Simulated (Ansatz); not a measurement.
**Sc₃Al (Pm-3m), a film clamped to a substrate**

The calculation used DFT PBEsol, scalar-relativistic, plane waves, PAW (Ansatz). Cutoff 420 eV, Γ-centred 12×12×12 k-points, Gaussian smearing of 0.15 eV. No spin polarisation. Energies are free energies at this smearing, counted from the undisturbed cell; pressure is positive in compression.

Zero of the scan (relaxed at this level; it needn't be the usual structure):

```
CELL_PARAMETERS angstrom
4.37479 0.00000 0.00000
0.00000 4.37479 0.00000
0.00000 0.00000 4.37479
ATOMIC_POSITIONS crystal
Sc 0.50000 0.00000 0.50000
Sc 0.00000 0.50000 0.50000
Sc 0.50000 0.50000 0.00000
Al 0.00000 0.00000 0.00000
```

The cell (4 atoms, V0 = 83.73 Å³) is strained by p along both x and y and by q along z, fractional coordinates fixed. τp = (1/V0) ∂E/∂p = (σxx + σyy)(1 + p)(1 + q) and τq = (1/V0) ∂E/∂q = σzz(1 + p)², with tension positive.

| p | q | ΔE (meV/atom) | τp (GPa) | τq (GPa) |
| --- | --- | --- | --- | --- |
| 0.000 | 0.000 | 0.00 | -0.04 | -0.02 |
| -0.015 | 0.000 | 4.86 | -5.00 | -1.42 |
| 0.015 | 0.000 | 4.39 | 4.45 | 1.31 |
| 0.000 | -0.015 | 1.71 | -1.45 | -1.75 |
| 0.000 | 0.015 | 1.57 | 1.29 | 1.60 |

Q: Get the second derivatives of the energy density.

A: Central differences give A = ∂τp/∂p = 315 GPa (C11 + C22 + 2 C12), C = ∂τq/∂q = 112 GPa (C33) and the cross term B = ∂τq/∂p = 91 GPa (C13 + C23); ∂τp/∂q = 91 GPa must equal B, and any difference shows higher-order terms. The ions are clamped. In a cubic crystal C11 = C = 112, C12 = B/2 = 46 GPa and A should be 2(C11 + C12) = 314 GPa; the bulk modulus is (C11 + 2 C12)/3 = 68 GPa.

Q: A film of this crystal grows with z along the normal on a substrate that imposes p. How does its thickness respond, and what does the misfit cost?

A: Count p and q from the stress-free cell. A free surface needs τq = 0, so q = −(B/C) p = -0.82 p. The energy density left is (A − B²/C) p²/2 = M p², with the biaxial modulus M = 120 GPa; a misfit of 1 % costs 1.57 meV/atom, against 2.06 meV/atom if the thickness were held.

In a metal these slopes depend on the k mesh and the smearing.

Cost: 25 runs of about 6 core-minutes in all, on Arm Neoverse V2 (shared hosts).

Relaxing the film thickness lowers the cost of a 1 % misfit from 2.06 to 1.57 meV/atom, so most of the elastic penalty remains. The normal response of -0.82 p is well short of what constant volume would require: the metal accepts a change of volume rather than a larger tetragonal distortion. The modest bulk modulus of 68 GPa fits a scandium-rich metal, whose large atoms contribute few d electrons to cohesion, probably supplemented by Sc d–Al p hybridisation.

Compression raises both energy and stress more than equal extension, in plane and along the normal, as expected when short-range repulsion grows faster than bonding weakens. The harmonic misfit energy therefore somewhat understates the cost of compressive epitaxy and overstates that of tensile epitaxy. Holding the ions fixed costs nothing here, since every site keeps its inversion centre under these strains and no internal force can arise. C11 exceeding C12 indicates resistance to tetragonal shear, but without C44 neither full elastic stability nor the misfit energy of other film orientations follows.
